# Multipole-induced dipoles, $B_\varepsilon-B_R$ and the far-infrared sum rule

A CO$_2$ molecule has no dipole moment, but a colliding pair has one, because the quadrupole field of each molecule polarizes the other. That transient dipole raises the static permittivity at order density squared, and it absorbs in the far infrared. I will derive both effects and show that one number measures them.

## 1. Premises and conventions

1. The molecules are alike, non-polar and rigid. Vibrations follow a slow field adiabatically, so $\alpha$ is the static polarizability, electronic plus vibrational.
2. Translation and rotation are classical.
3. The gas is dilute, and terms beyond pairs are dropped.
4. A molecule is a point multipole and a point polarizability at its centre.

Equations are in SI, with the polarizability volume $\alpha'=\alpha/4\pi\varepsilon_0$ and $\beta=1/kT$. Numbers are in Å, D Å, cm$^6$ mol$^{-2}$, cm$^{-1}$ and amagat. Multipoles follow Buckingham's traceless convention: $\Theta=\tfrac12\sum q(3z^2-s^2)$ for a linear molecule along $z$, with $\mathbf s$ the position of charge $q$, and $\Omega=\Omega_{xyz}=\tfrac52\sum q\,xyz$ for a tetrahedral one, with axes along the edges of the circumscribed cube.

## 2. The second dielectric virial coefficient

Take a spherical sample of volume $V$ in vacuum in a uniform applied field $E_0$ along $z$. The boundary conditions at the surface give the internal field $3E_0/(\varepsilon+2)$, so the mean moment obeys
$$\frac{\varepsilon-1}{\varepsilon+2}=\frac{\langle M_z\rangle}{3\varepsilon_0VE_0}.$$
In a given configuration the moment is $\mathbf M_0+\mathbf A\cdot\mathbf E_0$, where $\mathbf M_0$ is the field-free moment and $\mathbf A$ the polarizability of the whole sample. The energy changes by $-\mathbf M_0\cdot\mathbf E_0$ to first order. Expand the Boltzmann factor and use $\langle\mathbf M_0\rangle=0$ and the isotropy of the sphere:
$$\frac{\langle M_z\rangle}{E_0}=\tfrac13\langle{\rm tr}\,\mathbf A\rangle+\tfrac13\beta\langle M_0^2\rangle .$$
Now sort by clusters. Single molecules give $N\alpha$ in the first term and nothing in the second. There are $N^2/2$ pairs, each distributed as $e^{-\beta u_{12}}\,d^3r/V$ to leading order, with dipole $\boldsymbol\mu_{12}$ and mean polarizability $\bar\alpha_{12}$. Products such as $\boldsymbol\mu_{12}\cdot\boldsymbol\mu_{13}$ involve three molecules and are one order higher in density. With $V_m=VN_A/N$,
$$\frac{\varepsilon-1}{\varepsilon+2}V_m=A_\varepsilon+\frac{B_\varepsilon}{V_m}+\dots,\qquad A_\varepsilon=\frac{N_A\alpha}{3\varepsilon_0},\qquad B_\varepsilon=B_\alpha+B_{\rm or},$$
$$B_\alpha=\frac{N_A^2}{3\varepsilon_0}\int\big\langle(\tfrac12\bar\alpha_{12}-\alpha)e^{-\beta u_{12}}\big\rangle d^3r,\qquad B_{\rm or}=\frac{N_A^2}{9\varepsilon_0kT}\int\big\langle\tfrac12\mu_{12}^2\,e^{-\beta u_{12}}\big\rangle d^3r .$$
The brackets now average over both orientations with uniform weight. This form goes back to Buckingham and Pople (1955). If the potential is central, $u_{12}=u_0(r)$, the weight leaves the bracket as $g(r)=e^{-\beta u_0}$:
$$B_{\rm or}=\frac{N_A^2}{9\varepsilon_0kT}\int\tfrac12\langle\mu_{12}^2\rangle\,g(r)\,d^3r .$$

**Question.** *Dipole fields fall as $r^{-3}$. Why does $B_\alpha$ converge?*

Let $\mathbf n$ be the unit vector from molecule 1 to molecule 2. A dipole $\boldsymbol\mu$ on either produces the field $\mathbf T\boldsymbol\mu/4\pi\varepsilon_0$ at the other, with $\mathbf T=(3\mathbf{nn}-\mathbf 1)/r^3$. For isotropic molecules the coupled equations give $\boldsymbol\alpha_{12}=2\alpha(\mathbf 1-\alpha'\mathbf T)^{-1}$. The eigenvalues of $r^3\mathbf T$ are $2,-1,-1$. The first-order term is traceless, and the second-order term has mean eigenvalue $(4+1+1)/3=2$, so $\tfrac12\bar\alpha_{12}-\alpha=2\alpha\alpha'^2/r^6+\dots$ The sphere lets us take the trace, and that is why the Clausius–Mossotti function is the quantity to expand.

At optical frequencies the nuclei cannot follow the field, the term $\beta\langle M_0^2\rangle$ is absent, and the same steps with $n^2$ for $\varepsilon$ define the refractivity coefficient $B_R$. It is $B_\alpha$ built from optical polarizabilities. Hence
$$B_\varepsilon-B_R=B_{\rm or}+(B_\alpha-B_R).$$
The bracket is not zero for a molecule with infrared-active vibrations. I will size it later.

## 3. The mean-square field of a multipole

Expanding $1/|\mathbf r-\mathbf s|=\sum_l s^lP_l(\cos\gamma)/r^{l+1}$, with $\gamma$ the angle between $\mathbf s$ and $\mathbf r=r\mathbf n$, the rank-$l$ potential is
$$\phi_l=\frac{f_l(\mathbf n)}{4\pi\varepsilon_0r^{l+1}},\qquad f_l=\sum q\,s^lP_l(\cos\gamma),$$
and $f_l$ is a surface harmonic of degree $l$. The radial field is $(l+1)f_l$ and the tangential field is $-\nabla_Sf_l$, both times $1/4\pi\varepsilon_0r^{l+2}$, where $\nabla_S$ is the gradient on the unit sphere. Turning the molecule at fixed $\mathbf n$ is equivalent to moving $\mathbf n$ over the sphere. Integration by parts with $\nabla_S^2f_l=-l(l+1)f_l$ gives $\langle|\nabla_Sf_l|^2\rangle=l(l+1)\langle f_l^2\rangle$. Adding $(l+1)^2\langle f_l^2\rangle$,
$$\langle E^2\rangle=\frac{(l+1)(2l+1)\langle f_l^2\rangle}{(4\pi\varepsilon_0)^2r^{2l+4}} .$$

*Linear molecule.* The addition theorem and axial symmetry give $f_2=\Theta P_2(\cos\theta)$, with $\theta$ the angle between the axis and $\mathbf n$. Since $\langle P_2^2\rangle=1/5$, the numerator is $3\Theta^2$, of which $9/5$ is radial and $6/5$ tangential.

*Tetrahedral molecule.* Dipole and quadrupole vanish by symmetry. In $s^3P_3=\tfrac12[5(\mathbf s\cdot\mathbf n)^3-3s^2\,\mathbf s\cdot\mathbf n]$ the only cubic monomial invariant under the group is $xyz$, which occurs six times in the cube. So $f_3=15\,n_xn_yn_z\sum q\,xyz=6\Omega\,n_xn_yn_z$. With $\langle n_x^2n_y^2n_z^2\rangle=1/105$ the numerator is $4\cdot7\cdot36\,\Omega^2/105=\tfrac{48}5\Omega^2$.

## 4. The pair dipole

With isotropic $\alpha$ and no back-action of the induced dipoles, $\boldsymbol\mu_{12}=\alpha(\mathbf E_1+\mathbf E_2)$, where $\mathbf E_1$ is the field of molecule 1 at molecule 2 and $\mathbf E_2$ the converse. $\mathbf E_1$ depends only on the orientation of molecule 1, and its average over that orientation vanishes for $l\ge1$. For independent orientations the cross term is therefore zero, the two squares are equal, and $\alpha/4\pi\varepsilon_0=\alpha'$ absorbs the prefactor:
$$\tfrac12\langle\mu_{12}^2\rangle=\frac{3\alpha'^2\Theta^2}{r^8}\ \ (\text{linear}),\qquad\frac{48}{5}\frac{\alpha'^2\Omega^2}{r^{10}}\ \ (\text{tetrahedral}).$$
Choose a length $\sigma$ and define $I_n=\int_0^\infty\xi^{2-n}g\,d\xi$ with $\xi=r/\sigma$. Then
$$B_{\rm or}^{(0)}=\frac{4\pi N_A^2\alpha'^2\Theta^2}{3\varepsilon_0kT\sigma^5}I_8,\qquad B_{\rm or}^{(0)}=\frac{64\pi N_A^2\alpha'^2\Omega^2}{15\varepsilon_0kT\sigma^7}I_{10}.$$
For the linear case set $x_0=\Theta^2/(4\pi\varepsilon_0\sigma^5kT)$, so that $B_{\rm or}^{(0)}=\tfrac{16\pi^2}{3}N_A^2\alpha'^2x_0I_8$.

**Question.** *Two like molecules push charge in opposite directions. Why no cancellation?*

A quadrupole field is odd in $\mathbf n$. Put $\mathbf n$ along $z$, let $\mathbf u=(x,y,z)$ be a molecular axis and $P=(3z^2-1)/2$. Differentiating $\phi_2$ gives $\mathbf E_1=\Theta\,\mathbf e(\mathbf u_1)/4\pi\varepsilon_0r^4$ and $\mathbf E_2=-\Theta\,\mathbf e(\mathbf u_2)/4\pi\varepsilon_0r^4$ with
$$\mathbf e(\mathbf u)=(-3xz,\,-3yz,\,3P).$$
The dipole is proportional to $\mathbf e_1-\mathbf e_2$. It cancels for parallel axes, where the pair has a centre of inversion, and not in general.

## 5. Corrections for a linear molecule

**Question.** *CO$_2$ is far from isotropic. How much survives?*

Write $\boldsymbol\alpha_i=\alpha(\mathbf 1+3\kappa\mathbf S_i)$ with $\mathbf S=\mathbf{uu}-\mathbf 1/3$ and $\kappa=(\alpha_\parallel-\alpha_\perp)/3\alpha$. In units of $\alpha'\Theta/r^4$ the dipole is
$$\mathbf m=(\mathbf 1+3\kappa\mathbf S_2)\mathbf e_1-(\mathbf 1+3\kappa\mathbf S_1)\mathbf e_2 .$$

*Anisotropy, free rotation.* Since $\langle\mathbf S\rangle=0$ and $\mathbf S^2=\mathbf S/3+2/9$, each square becomes $3(1+2\kappa^2)$. The cross term needs $\langle S_{ab}e_c\rangle$. From $\langle u_au_bu_cu_d\rangle=(\delta_{ab}\delta_{cd}+\delta_{ac}\delta_{bd}+\delta_{ad}\delta_{bc})/15$ it equals $t_{abc}/5$, with $t_{abc}=5n_an_bn_c-\delta_{ab}n_c-\delta_{ac}n_b-\delta_{bc}n_a$ and $t_{abc}t_{abc}=25-30+15=10$. Its share of $\tfrac12\langle m^2\rangle$ is $-9\kappa^2\cdot10/25$. Therefore $\tfrac12\langle m^2\rangle=3(1+2\kappa^2-\tfrac65\kappa^2)=3(1+\tfrac45\kappa^2)$.

*Back-induction.* For isotropic $\alpha$ the two induced dipoles polarize each other, and their sum is $(\mathbf 1-\alpha'\mathbf T)^{-1}\alpha(\mathbf E_1+\mathbf E_2)$. To first order $e^2$ gains $2\alpha'\mathbf e\cdot\mathbf T\mathbf e$, whose mean is $2(\alpha'/r^3)(2\cdot\tfrac95-\tfrac65)$. Relative to 3 this is $\tfrac85\alpha'/r^3$.

*Quadrupole–quadrupole energy.* The quadrupoles that induce the dipole also orient the pair. The energy of quadrupole 2 in $\phi_2$ of molecule 1 is $\tfrac12\Theta(\mathbf u_2\cdot\nabla)^2\phi_2$. Carrying out the derivatives, $\beta u_{QQ}=xw$ with $x=x_0/\xi^5$ and
$$w=6P_{(1)}P_{(2)}-12(x_1z_1x_2z_2+y_1z_1y_2z_2)+\tfrac34(x_1^2-y_1^2)(x_2^2-y_2^2)+3x_1y_1x_2y_2 .$$
It is $+6$ end to end and $-3$ for the T shape. Expand $e^{-xw}=1-xw+\tfrac12x^2w^2-\dots$ Every average factorizes into one-molecule moments of the sphere, which up to degree six are $\langle z^2\rangle,\langle z^4\rangle,\langle x^2z^2\rangle,\langle z^6\rangle,\langle x^2z^4\rangle,\langle x^2y^2z^2\rangle=35,21,7,15,3,1$ in units of $1/105$. Because $w$ averages to zero over either axis, a first-order term must depend on both axes.

Order $\kappa^0$: $\langle\mathbf e_1\cdot\mathbf e_2\,w\rangle=9\cdot6/25-2\cdot9\cdot12/225=\tfrac65$, and it enters $\langle\tfrac12m^2w\rangle$ with a minus sign.

Order $\kappa$: $\tfrac12m^2$ contains $3\kappa(\mathbf e_1-\mathbf e_2)\cdot(\mathbf S_2\mathbf e_1-\mathbf S_1\mathbf e_2)$. The moments give $\langle\mathbf e_1\mathbf S_2\mathbf e_1w\rangle=\tfrac{24}{35}$ and $\langle\mathbf e_1\mathbf S_1\mathbf e_2w\rangle=\tfrac4{35}$, each occurring twice, for a total of $6\kappa\cdot\tfrac{20}{35}=\tfrac{24}7\kappa$.

Order $\kappa^2$: the squares give a third of $\tfrac{24}{35}$ by the identity for $\mathbf S^2$, and the cross term is $\langle\mathbf S_2\mathbf e_1\cdot\mathbf S_1\mathbf e_2\,w\rangle=\tfrac{152}{735}$, for a total of $9\kappa^2(\tfrac8{35}-\tfrac{152}{735})=\tfrac{48}{245}\kappa^2$.

At second order in $x$ I keep $\kappa=0$ only. With the general moment $\langle z^{2k}\rangle=1/(2k+1)$ one finds $\langle e_1^2w^2\rangle=\tfrac{54}5$ and $\langle\mathbf e_1\cdot\mathbf e_2w^2\rangle=\tfrac{216}{245}$, and half their difference is $\tfrac{243}{49}$. Divide everything by 3 and integrate over $r$:
$$B_{\rm or}=\tfrac{16\pi^2}3N_A^2\alpha'^2x_0\Big[(1+\tfrac45\kappa^2)I_8+\tfrac85\frac{\alpha'}{\sigma^3}I_{11}+\big(\tfrac25-\tfrac87\kappa-\tfrac{16}{245}\kappa^2\big)x_0I_{13}+\tfrac{81}{49}x_0^2I_{18}+\dots\Big].$$
Here $g$ inside $I_n$ belongs to the central part $u_0$ alone. The dots stand for $\kappa x_0^2$, $x_0^3$ and mixed terms.

## 6. The sum rule

Causality makes $\varepsilon(\omega)-1$ analytic in the upper half-plane, it vanishes at infinity, and a non-conducting gas has no pole at $\omega=0$. Cauchy's theorem applied to $[\varepsilon(\omega)-1]/\omega$, on a contour indented above the origin, gives ${\rm P}\!\int_{-\infty}^\infty(\varepsilon-1)\,d\omega/\omega=i\pi[\varepsilon(0)-1]$. A real response has $\varepsilon''$ odd in $\omega$, so the imaginary part is the Kramers–Kronig relation
$$\varepsilon(0)-1=\frac2\pi\int_0^\infty\frac{\varepsilon''(\omega)}\omega\,d\omega .$$
If a transparent window separates the translation–rotation band from the vibrational bands, the integral splits. Call the low-frequency part $\Delta\varepsilon$. A plane wave has intensity $\propto e^{-\alpha_{\rm abs}z}$ with $\alpha_{\rm abs}=2\omega n''/c$, and $\varepsilon''=2n'n''$, so $\varepsilon''=n'c\,\alpha_{\rm abs}/\omega$. In a dilute gas $n'\to1$:
$$\Delta\varepsilon=\frac{2c}\pi\int_{\rm FIR}\frac{\alpha_{\rm abs}(\omega)}{\omega^2}\,d\omega=\frac1{\pi^2}\int_{\rm FIR}\frac{\alpha_{\rm abs}(\tilde\nu)}{\tilde\nu^2}\,d\tilde\nu ,$$
where $\omega=2\pi c\tilde\nu$ and $\alpha_{\rm abs}$ is the napierian coefficient for intensity.

**Question.** *That is an identity for any band. What makes this $\Delta\varepsilon$ equal to the orientational term?*

Linear response. Let $C(t)=\tfrac13\langle\mathbf M_0(0)\cdot\mathbf M_0(t)\rangle$, which decays to zero in an ergodic gas. Switch off a weak steady field at $t=0$. The initial ensemble is tilted by the factor $1+\beta M_{0z}E_0$, so $\langle M_{0z}(t)\rangle=\beta E_0C(t)$, and the response function is $-\beta\dot C$. For fields $\propto e^{-i\omega t}$, integration by parts gives
$$\chi(\omega)=\beta C(0)+i\omega\beta\int_0^\infty C(t)e^{i\omega t}dt,\qquad\frac{\chi''}\omega=\beta\int_0^\infty C(t)\cos\omega t\,dt .$$
Inverting the cosine transform at $t=0$ yields $\tfrac2\pi\int_0^\infty\chi''d\omega/\omega=\beta C(0)=\tfrac13\beta\langle M_0^2\rangle$, the term of section 2. Since $\mathbf M_0$ changes only through translation and rotation, all this weight lies in the low-frequency band. The Clausius–Mossotti function drops by $B_{\rm or}/V_m^2$ when this term is removed, and its derivative with respect to $\varepsilon$ is $3/(\varepsilon+2)^2\to\tfrac13$. So, at leading order in density,
$$\Delta\varepsilon=\frac{3B_{\rm or}}{V_m^2},\qquad B_{\rm or}=\frac{V_m^2}{3\pi^2}\int_{\rm FIR}\frac{\alpha_{\rm abs}}{\tilde\nu^2}\,d\tilde\nu .$$
The far-infrared integral fixes $B_{\rm or}$, and $B_\varepsilon-B_R$ differs from it by $B_\alpha-B_R$. The sum rule needs no model of $\boldsymbol\mu_{12}$, only premises 1 to 3.

**Question.** *Can a far-infrared spectrometer see the whole integral?*

No. For the isotropic-$\alpha$ mechanism and free rotation, the rotational factor of $C(t)$ for a rotor turning at angular speed $\omega_r$ is $P_2(\cos\omega_rt)=\tfrac14+\tfrac34\cos2\omega_rt$. A quarter of $\Delta\varepsilon$ sits in a purely translational band, where $\alpha_{\rm abs}/\tilde\nu^2$ is centred on zero frequency. It must be reached by microwave absorption or by extrapolation. The curvature of $P_2(\cos\omega_rt)$ at $t=0$ is $-3\omega_r^2$, and $\langle\omega_r^2\rangle=2kT/I$ for moment of inertia $I$. The rotational second moment of $\alpha_{\rm abs}/\omega^2$ is then $6kT/I$, which is $\langle\tilde\nu^2\rangle=12\tilde B\,kT/hc$ with $hc\tilde B=\hbar^2/2I$.

## 7. Range of validity

*Density.* Three-body terms are of relative order $N\sigma^3/V$. The factors $n'$ and $[(\varepsilon+2)/3]^2$ set to one differ from it by $(\varepsilon-1)/2$ and $2(\varepsilon-1)/3$, which is the same order in density.

*Classical motion.* The Kramers–Kronig form holds in quantum mechanics. The link to the equal-time $\langle M_0^2\rangle$ does not: the fluctuation–dissipation theorem replaces $\beta\omega/2$ by $\tanh(\beta\hbar\omega/2)/\hbar$ acting on the symmetrized spectrum, a relative change $-(\beta\hbar)^2\langle\omega^2\rangle/12$. With $6kT/I$ this is $-hc\tilde B/kT$. It matters for H$_2$ and hardly for heavy rotors.

*Spectral gap.* The band must end below the lowest fundamental, or the split of the integral is ambiguous.

*Induction model.* The weight $r^{-8}g$ lies at contact, where point multipoles are least reliable. Overlap dipoles, field-gradient polarizabilities and a non-spherical repulsive core are all outside the formulas of sections 4 and 5.

*Orientation.* The simple results need $|\beta u_{QQ}|\ll1$ at contact. The series in $x_0$ is useful only while its terms shrink.

## 8. CO$_2$ at 300 K

The inputs are approximate typical values: $\Theta=-4.3$ D Å (that is $-14.3\times10^{-40}$ C m$^2$), static $\alpha'=2.91$ Å$^3$, optical $\alpha'=2.63$ Å$^3$, $\kappa=0.27$, $\tilde B=0.39$ cm$^{-1}$, and an effective Lennard-Jones potential $u_0=4\epsilon(\xi^{-12}-\xi^{-6})$ with $\sigma=4.0$ Å and $\epsilon/k=190$ K. The static polarizability induces the dipole because the band lies far below the bending fundamental near 667 cm$^{-1}$.

With $b=4\epsilon/kT=2.53$, the substitution $t=b\xi^{-12}$ and expansion of the attractive factor give a convergent series:
$$I_n=\tfrac1{12}\,b^{-(n-3)/12}\sum_{p=0}^\infty\frac{b^{p/2}}{p!}\,\Gamma\!\Big(\frac p2+\frac{n-3}{12}\Big).$$
It yields $I_6=0.520$, $I_8=0.350$, $I_{11}=0.245$, $I_{13}=0.208$, $I_{18}=0.164$. Further, $x_0=0.436$, $\alpha'/\sigma^3=0.0455$, and the prefactor $\tfrac{16\pi^2}3N_A^2\alpha'^2x_0$ is $70.5$ cm$^6$ mol$^{-2}$.

| term | $B_{\rm or}$ / cm$^6$ mol$^{-2}$ |
|---|---|
| leading, $I_8$ | 24.7 |
| anisotropy, $\tfrac45\kappa^2=0.058$ | 1.4 |
| back-induction | 1.3 |
| first order in $u_{QQ}$, coefficient 0.087 | 0.6 |
| second order in $u_{QQ}$, $\kappa=0$ | 3.6 |
| sum | about 32 |

The decimals are there for the bookkeeping. The first-order term is small through a near cancellation: at $\kappa=0$ it would be 2.6. The T-shaped pair at $r=\sigma$ has $\beta u_{QQ}=-1.3$, so the omitted terms may amount to a few units, and the leading formula alone is not quantitative for this gas.

**Question.** *What about the pieces you promised to size?*

The isotropic induced-dipole estimate $B_\alpha=\tfrac{32\pi^2}3N_A^2\alpha'^3I_6/\sigma^3$ is 7.6 with the static and 5.6 with the optical polarizability. It ignores anisotropy and overlap, so I use only the difference: $B_\alpha-B_R\approx2.0$ cm$^6$ mol$^{-2}$, small beside 32. An axial hexadecapole $\Phi$, with $f_4=\Phi P_4$, adds $5\Phi^2/r^{12}$ to $3\Theta^2/r^8$ by the rule of section 3. If the charges sat on the nuclei, $\Phi/\Theta=d^2$ with $d\approx1.16$ Å, and the ratio at $\sigma$ would be 0.012. With $kT/hc=208.5$ cm$^{-1}$ the rotational quantum correction is 0.002 and the rotational r.m.s. wavenumber is 31 cm$^{-1}$, so the gap condition is met.

The dominant uncertainty is the core. At fixed $\epsilon$ the leading term scales as $\sigma^{-5}$, and $\sigma=3.8$ Å would raise it by 29 per cent. An effective spherical potential also absorbs part of the averaged quadrupole attraction, so the last correction in the table may count some of it twice.

Now the spectrum. One ideal-gas amagat is $V_m=22414$ cm$^3$ mol$^{-1}$. For $B_{\rm or}=32$ the model gives, with $\rho$ in amagat,
$$\Delta\varepsilon=1.9\times10^{-7}\rho^2,\qquad\int\frac{\alpha_{\rm abs}}{\tilde\nu^2}\,d\tilde\nu=\pi^2\Delta\varepsilon=1.9\times10^{-6}\rho^2 ,$$
both dimensionless when $\alpha_{\rm abs}$ and $\tilde\nu$ are in cm$^{-1}$. At 10 amagat $\Delta\varepsilon=1.9\times10^{-5}$. With $A_\varepsilon=7.34$ cm$^3$ mol$^{-1}$, $\varepsilon-1\approx3A_\varepsilon/V_m=0.0098$, so the refractive and local-field factors stay below one per cent, and $N\sigma^3/V=0.017$.

**Question.** *Is 32 the value for carbon dioxide?*

It is the model's value. As typical knowledge, $B_\varepsilon-B_R$ for CO$_2$ near room temperature is of order 50 cm$^6$ mol$^{-2}$, so the model falls short by about a third, and its leading term alone by about half. The integrated absorption above should be read as low by a similar fraction. A plausible cause is the spherical core, which keeps elongated molecules apart in the side-on approaches that they can in fact make, and the $\sigma^{-5}$ sensitivity shows that a modest change in contact distance has an effect of that size. The sum rule is untouched by this shortfall, since it ties the far-infrared integral to $B_{\rm or}$ whatever the pair dipole and the potential may be.